**Problem: choosing a level of theory for the ionisation energies of lanthanum ions**

The ionisation energies (IE) of La to La7+ were computed as differences of two self-consistent energies, in a spherical spin-free relativistic atom at highest spin, with exchange-only LDA, PBE, r2SCAN and Hartree-Fock (HF).

Ionisation energies of La to La7+ are ΔSCF between NIST's ground configurations; NIST values are between ground levels. B-spline radial code 1 was run at the basis limit with spin-free X2C, a Fermi nucleus and highest spin, using spherical fractional occupations for the functionals and a configuration average for Hartree-Fock. The last column uses Dirac-Fock instead.

| species | Z | charge (e) | electrons | configuration | electron removed from | NIST table (eV) | kind of table value | stated uncertainty (eV) | IE(LDA exchange-only) less table (%) | IE(PBE) less table (%) | IE(r2SCAN) less table (%) | IE(Hartree-Fock) less table (%) | Dirac-Fock IE, low j first less nl average (eV) |
| --- | --- | --- | --- | --- | --- | --- | --- | --- | --- | --- | --- | --- | --- |
| La | 57 | 0 | 57 | [Xe] 5d1 6s2 | 6s* | 5.5769 | measured | 0.0006 | -8.71 | 0.01 | -5.48 | -17.21 | -0.14 |
| La+ | 57 | 1 | 56 | [Xe] 5d2 | 5d | 11.18496 | measured | 6e-05 | -6.86 | 0.25 | -1.42 | -9.48 | 0.11 |
| La2+ | 57 | 2 | 55 | [Xe] 5d1 | 5d | 19.1773 | measured | 0.0006 | -5.71 | -0.32 | -2.67 | -5.59 | 0.10 |
| La3+ | 57 | 3 | 54 | [Kr] 4d10 5s2 5p6 | 5p | 49.95 | semi-empirical | 0.06 | -1.46 | 1.30 | 2.15 | -0.14 | n/a |
| La4+ | 57 | 4 | 53 | [Kr] 4d10 5s2 5p5 | 5p | 61.6 | semi-empirical | 0.6 | -0.72 | 1.55 | 1.77 | -0.39 | -0.94 |
| La5+ | 57 | 5 | 52 | [Kr] 4d10 5s2 5p4 | 5p | 74 | theory | 2 | -0.93 | 1.04 | 0.48 | -0.96 | -0.96 |
| La6+ | 57 | 6 | 51 | [Kr] 4d10 5s2 5p3 | 5p | 88 | theory | 2 | 2.33 | 3.61 | 4.23 | 3.14 | -0.97 |
| La7+ | 57 | 7 | 50 | [Kr] 4d10 5s2 5p2 | 5p | 105 | theory | 2.1 | -1.35 | -0.36 | -0.13 | -1.21 | 1.42 |

The four columns headed "less table" give the computed IE minus the NIST value, in per cent of the NIST value. The star on La marks a step that is more than the removal of one electron: $5d^1 6s^2 \to 5d^2$. The last column is the Dirac-Fock IE with the $j=l-\tfrac12$ subshell filled first, less the Dirac-Fock IE averaged over the $nl$ configuration.

**(a) For the three rows with measured values, La, La+ and La2+, convert the errors to eV. What does each level get right or wrong, and how much of the best result can be credited to the method?**

*Solution.* An error in eV is the percentage times the NIST value; for HF at La2+, $-5.59\% \times 19.1773$ eV $=-1.07$ eV. The HF percentages shrink from $-17.21$ to $-5.59$ only because the IE grows: in eV they are $-0.96$, $-1.06$ and $-1.07$. The LDA percentages also shrink, while its errors in eV grow, from $-0.49$ through $-0.77$ to $-1.10$. The mean absolute errors over the three rows are 1.03 eV for HF, 0.78 eV for LDA, 0.33 eV for r2SCAN and 0.03 eV for PBE. The radial basis is at its limit and the references are good to better than 0.001 eV, so neither contributes.

HF has exact exchange and no correlation. Correlation lowers the energy of the species with more electrons by more, so its absence makes an IE too small, which is the sign in all three rows. La2+ is the cleanest case, since $5d^1$ is a single term and the final ion is a closed shell. The departing electron has no valence partner, so the missing energy of about 1 eV must come mainly from its correlation with the $5s^2 5p^6$ shell beneath. The orbitals allow this: in the LDA run for La2+ the mean radius is 2.64 bohr for 5d and 1.80 bohr for 5p, so the two overlap strongly. The assignment is an argument by elimination; the numbers show only the size of the deficit.

The other two rows share the $5d^2$ ion, whose triplet states form two terms. With the Racah parameter $B=F^2/49-5F^4/441$, built from the 5d Slater integrals $F^2$ and $F^4$, $^3F$ lies at $-8B$ and $^3P$ at $+7B$. Their weights are 21 and 9, so the triplet mean that HF takes lies at $(-8\cdot21+7\cdot9)B/30=-3.5B$, and $^3F$ is $4.5B$ below it. The integrals of the La2+ run give $B=0.0628$ eV and $4.5B=0.28$ eV; the 5d shell of La+ is more diffuse, so this is somewhat high. Placing La+ in $^3F$ moves the HF errors to $-1.24$ eV for La and $-0.78$ eV for La+. The flatness of the raw HF errors is therefore partly accidental. The sum of the first two IEs, $5d^1 6s^2\to5d^1$, skips the $5d^2$ ion, and spin-orbit coupling nearly cancels in it (the last column sums to $-0.03$ eV). HF is 2.02 eV low on this sum, about 1 eV for each 6s electron.

Exchange-only LDA lacks correlation too, so its negative sign has the same origin, with an exchange error added. It lies $0.96-0.49=0.47$ eV above HF at La and within 0.03 eV of it at La2+. This difference mixes the local approximation, the fractional occupation of the d shell and the term averaging of HF, and the three cannot be separated here. The smaller LDA error at La is thus a partial cancellation that does not carry over to La2+.

PBE adds correlation and gradient-corrected exchange and raises the LDA values by 0.49, 0.80 and 1.03 eV, which is almost exactly what was lacking. Its errors of 0.00, $+0.03$ and $-0.06$ eV are smaller than effects that it does not contain. At La2+, with one d electron, the last column is the spin-orbit shift and turns the error into $+0.04$ eV. At La and La+ it overstates the shift, because it is measured from the average of $5d^2$ and not from $^3F$ (part (b) meets the same problem in the 5p shell). In first order $^3F_2$ lies $2\zeta$ below $^3F$ and $^2D_{3/2}$ lies $\tfrac32\zeta$ below $^2D$; the La2+ entry gives $\zeta\approx0.07$ eV, so these two IEs move by only a few hundredths of an eV, against $-0.14$ and $+0.11$ eV in the column. A spherical high-spin $5d^2$ density is also no pure $^3F$ term, which leaves La and La+ ambiguous by up to the 0.28 eV found above. What can best be credited to PBE are the two tests free of term structure, La2+ and the sum of the first two IEs ($+0.03$ eV), though La2+ still depends on spreading the d electron spherically. The near-zero at La is far smaller than the term ambiguity and cannot be credited to the method.

r2SCAN lies 0.19 to 0.45 eV below PBE in these rows and is worse in all three as they stand, and spin-orbit shifts of the size just found do not change that. One guess at the cause concerns the settings: the functional recognises one-orbital regions through the kinetic-energy density, and spreading one d electron over five orbitals spoils that signal. That would raise the energy of $5d^1$ and lower the IE of La2+, the sign seen, so the ranking there may not carry over to calculations with whole occupations. It is unlikely to be the whole cause, since r2SCAN is also 0.46 eV low on the two-step sum, which has $5d^1$ at both ends.

**(b) In the 5p rows, La3+ to La7+, find the pattern that the four methods share. Model the last column, estimate its entry for La3+, and decide whether adding that column is the right correction.**

*Solution.* All four errors peak at La6+ ($+2.05$ to $+3.72$ eV) and then fall by 3.5 to 4.0 eV to La7+. HF shares the swing and has the largest one, so an exchange or correlation fault of the functionals is not a likely cause. Term averaging is excluded as well: the highest-spin states of $p^2$, $p^3$ and $p^4$ each form one term, $^3P$, $^4S$ and $^3P$.

The successive IEs show what happens. In the runs, La3+ to La5+ lose a spin-down 5p electron and La6+ is the first to lose one from the half-filled spin-up set, where it has exchange with two parallel electrons. The large step therefore comes between La5+ and La6+: the PBE values 74.8, 91.2 and 104.6 eV rise by 16.4 and then 13.4 eV. The NIST values 74, 88 and 105 eV rise by 14 and then 17 eV, with the large step one row later, where the $5p_{3/2}$ electrons are used up and the $5p_{1/2}$ pair is opened. These references are theoretical and uncertain by 2 eV each, so the order of their steps is suggestive only, but it is the order that strong spin-orbit coupling produces.

*The last column.* The operator $\zeta\,\mathbf{l}\cdot\mathbf{s}$ shifts a $p_{1/2}$ electron by $-\zeta$ and a $p_{3/2}$ electron by $+\zeta/2$. The mean repulsion of a pair also depends on the subshells: $F^0$ for $(\tfrac12,\tfrac12)$, $F^0-F^2/10$ for $(\tfrac12,\tfrac32)$ and $F^0-F^2/15$ for $(\tfrac32,\tfrac32)$, where $F^0$ and $F^2$ are now 5p integrals. With 1, 8 and 6 such pairs the mean is $F^0-\tfrac{2}{25}F^2$, the $nl$ average. Counting electrons and pairs gives the energy of $p^n$ with low $j$ filled first, measured from the average:

$$D(n)=s_n\zeta+c_nF^2,\qquad s_{6\ldots1}=0,-\tfrac12,-1,-\tfrac32,-2,-1,\qquad c_{6\ldots1}=0,0,\tfrac1{75},\tfrac1{25},\tfrac2{25},0 .$$

The column is $D(n-1)-D(n)$, each with the $\zeta$ and $F^2$ of its own ion. Both grow as the shell contracts. Set $\zeta=k\langle r^{-3}\rangle$, and interpolate linearly in charge between La3+ (PBE run: 53.05 bohr$^{-3}$, $F^2=7.57$ eV) and La7+ (LDA run: 70.50 bohr$^{-3}$, 8.40 eV), extended one step to La8+. A least-squares fit of $k$ alone to the four rows La4+ to La7+ gives $k=0.0316$ eV bohr$^3$ and an rms residual of 0.003 eV, at the rounding of the column (0.005 eV). A single constant $\zeta$ without the $F^2$ term, fitted to the same rows, leaves 0.16 eV. The two end points of the interpolation come from different functionals, so the closeness of the fit is partly fortunate. The constant $k$ absorbs screening and the difference between spin-free and Dirac orbitals and is only a calibration against the Dirac-Fock numbers.

La3+ was not in the fit. Its initial state is closed and its final state is $5p^5$, so the shift is $-\zeta(\mathrm{La^{4+}})/2$. With $\langle r^{-3}\rangle=53.05+(70.50-53.05)/4=57.41$ bohr$^{-3}$, $\zeta=0.0316\times57.41=1.81$ eV and the shift is $-0.91$ eV. The ion is left in $^2P_{3/2}$, below the mean of its doublet, and the entry is far from zero. This overturns the ranking on the 5p row with the best reference ($\pm0.06$ eV, semi-empirical). HF goes from $-0.07$ to $-0.98$ eV, in line with its errors in (a), and LDA from $-0.73$ to $-1.64$ eV, while PBE improves from $+0.65$ to $-0.26$ eV and r2SCAN from $+1.07$ to $+0.17$ eV. On this estimate the raw HF agreement is missing correlation offset by missing spin-orbit coupling.

*The right starting point.* For $p^2$, $p^3$ and $p^4$ the column is measured from the $nl$ average, whereas the four methods sit at highest spin, which for HF is already $0.12F^2$, $0.36F^2$ and $0.12F^2$ below that average. What is needed is the lowering $C(n)$ of the ground level below the high-spin term. Since $\zeta\approx2$ eV is comparable with the term gaps ($0.36F^2\approx3$ eV), neither LS nor jj coupling holds, and the terms of the ground $J$ have to be mixed. With energies from the high-spin term,

$$p^2,\,J=0:\begin{pmatrix}-\zeta&\sqrt2\zeta\\ \sqrt2\zeta&0.6F^2\end{pmatrix},\quad p^4,\,J=2:\begin{pmatrix}-\zeta/2&\zeta/\sqrt2\\ \zeta/\sqrt2&0.24F^2\end{pmatrix},\quad p^3,\,J=\tfrac32:\begin{pmatrix}0&0&\zeta\\0&0.36F^2&\tfrac{\sqrt5}{2}\zeta\\ \zeta&\tfrac{\sqrt5}{2}\zeta&0.6F^2\end{pmatrix},$$

in the bases $(^3P,{}^1S)$, $(^3P,{}^1D)$ and $(^4S,{}^2D,{}^2P)$. For $F^2=0$ the lowest roots are the $s_n\zeta$ above.

Take La6+, $p^3\to p^2$. The final ion has $\zeta=2.23$ eV and $0.6F^2=0.6\times8.40=5.04$ eV. The mean of the diagonal is $(5.04-2.23)/2=1.405$, the half-difference $(5.04+2.23)/2=3.635$, and

$$C(2)=1.405-\sqrt{3.635^2+2\cdot2.23^2}=1.405-4.81=-3.41\ \text{eV}.$$

The initial ion has $\zeta=2.09$ eV and $F^2=7.57+\tfrac34(8.40-7.57)=8.19$ eV, so the gaps are $0.36F^2=2.95$ and $0.6F^2=4.91$ eV. The lowest root obeys $C=-\zeta^2/\left[4.91-C-\tfrac54\zeta^2/(2.95-C)\right]$, solved by $C(3)=-0.97$ eV. The IE shifts by $-3.41+0.97=-2.44$ eV ($-2.43$ with unrounded inputs), against $-0.97$ eV in the column. This row entered the fit of $k$ through the last column; no NIST value was used. The physics is that $^4S$ has $L=0$ and gains from spin-orbit coupling only by mixing with doublets, while $^3P_0$ gains in first order and again by mixing with $^1S$. The half-filled ion loses much of its special stability, so the IE that creates it rises (La5+, $+0.56$ eV, where the column has the opposite sign) and the IE that destroys it falls.

Over La5+ to La7+ the raw errors of a method span 3.5 to 4.0 eV. Adding the column leaves 2.4 to 3.5 eV; adding the intermediate-coupling shifts leaves 0.25 to 0.67 eV. Correlation reduces the effective $F^2$, and scaling it by 0.8 changes the shifts by under 0.2 eV and leaves spans below 0.8 eV. The correction is strict only for HF, because a spherical fractionally occupied density is not a term, and it does not help everywhere: PBE and r2SCAN get worse at La5+, to $+1.33$ and $+0.91$ eV, and at La7+, to $+0.66$ and $+0.90$ eV. The three references are given to whole eV, so spans below about 1 eV cannot be told apart; the fall from several eV to that level shows that two theoretical descriptions agree in pattern, which supports the spin-orbit explanation without testing it against measurement.

The limits of LS coupling let the pattern be guessed elsewhere. For $\zeta\ll F^2$ the diagonal elements alone count, and the shifts for $p^6$ to $p^2$ are $-\zeta/2,\ 0,\ +\zeta/2,\ -\zeta,\ 0$. The lanthanum values, $-0.91$, $-0.62$, $+0.56$, $-2.43$ and $+1.04$ eV, keep the three signs and fill in the zeros through mixing. In the 4p ions of a lighter element $\zeta$ is smaller while $F^2$ is of similar size, so the zigzag should be weaker and closer to the first-order pattern. Along a $5p^n$ isoelectronic sequence $\zeta$ grows faster with $Z$ than $F^2$, so it should strengthen, as long as the ground configuration stays $5p^n$.

**(c) Set the steps between levels against the accuracy that a purpose needs, and recommend a level, with a rough cost.**

*Solution.* The steps between methods do not depend on the reference. The four methods span 0.96 to 1.80 eV in every row, which is $0.96/5.58=17\%$ of the IE at La and $1.28/105=1.2\%$ at La7+. The step from LDA to PBE is positive throughout and is largest, 1.38 to 1.46 eV, where a paired 5p electron leaves, against 1.13 and 1.04 eV for the unpaired ones. Correlation acts mostly between opposite spins, which explains the direction, although the step also contains gradient exchange. The step from PBE to r2SCAN is 0.14 to 0.55 eV in size and changes sign three times along the series. In each 5p row it is smaller than the spin-orbit shift; La5+ is marginal (0.41 eV against 0.56, or 0.38 with the reduced $F^2$).

For a few per cent on ions of charge three and above, any level serves: the worst entry is 4.23% at La6+. The same tolerance excludes HF and LDA for the 6s and 5d rows, where they are 5.6 to 17% low, and r2SCAN at La, where it is 5.48% low.

For about 1 eV, PBE without spin-orbit coupling holds in every row but La6+ ($+3.18$ eV), though at La5+ and La7+ the references, uncertain by about 2 eV, cannot confirm it. r2SCAN just misses at La3+ and La4+ as well, and HF and LDA reach or pass 1 eV in part of the measured rows and at La7+. A change among these four methods does not repair La6+, where all exceed the stated 2 eV (LDA barely); the spin-orbit shift brings all four inside.

For about 0.3 eV, which matters in an ionisation balance (at $k_BT\approx0.5$ eV, near 6000 K, an error of 1 eV is a factor $e^{2}\approx7$ and 0.1 eV a factor 1.2), PBE with a spin-orbit estimate is the only level that stays within the tolerance from La to La3+, its worst row being $-0.26$ eV, if the term ambiguity of up to 0.28 eV at La and La+ is left aside. At La4+ the correction again reverses the picture: PBE ($+0.33$) and r2SCAN ($+0.47$) move inside the 0.6 eV uncertainty, and LDA ($-1.07$) and HF ($-0.86$) move outside it. The two functionals cannot be told apart there, and at La3+ r2SCAN is the closer by less than 0.1 eV, which a model correction does not resolve. From La5+ upward the references rank nothing.

HF with the spin-orbit estimates is the most regular level: its errors from La to La4+ average $-0.97$ eV with a scatter of 0.08 eV. That scatter uses the last column at La and La+, where it overstates the shift, omits the $\pm0.28$ eV term shift in those two rows and is far below the uncertainty at La4+, so an empirical offset of 1 eV is good to about 0.3 eV at best, and the corrected HF errors of $-0.15$, $+0.33$ and $-0.23$ eV beyond La4+ give it no support. For 0.1 eV or better no level here can be trusted, since terms, levels and core-valence correlation would all have to be resolved, and QED terms are absent from every row.

One setting matters more than the functional. The highest occupied PBE level, with sign reversed, is 15.0 eV for La2+ against 19.1 eV from the energy difference, and 97.9 against 104.6 eV for La7+; it is too small by over 2 eV in every row. In a semilocal functional the level deepens as the electron is removed, because the electron partly repels itself, so two self-consistent energies are needed.

Costs follow from scaling. In a radial atom all four methods are cheap: the three functionals differ by small factors for gradients and kinetic-energy density, and HF adds exchange integrals for each pair of shells. In a molecule the functionals scale formally as the cube of the basis size and exact exchange as the fourth power, with correlated wave-function methods at the fifth to seventh. Resolved spin-orbit coupling needs two radial functions for each shell with $l>0$ in an atom, as a spin-polarised run already does; in a molecule it joins the two spin blocks into one matrix of twice the dimension, a factor of four in diagonalisation over a spin-polarised calculation and eight over a restricted one, before complex arithmetic is counted. The correction of part (b) needs one calibrated $\zeta$, one Slater integral and a matrix of order three at most.

The rule for this series is to compare errors in eV, use PBE energy differences, and estimate $\zeta$ of the open shell first: where the shift is 0.1 eV or less, as for 5d, the choice of functional matters more, and where $\zeta$ is near 2 eV, as for 5p, the level structure has to be put in, measured from the high-spin term, before a change of functional means anything.
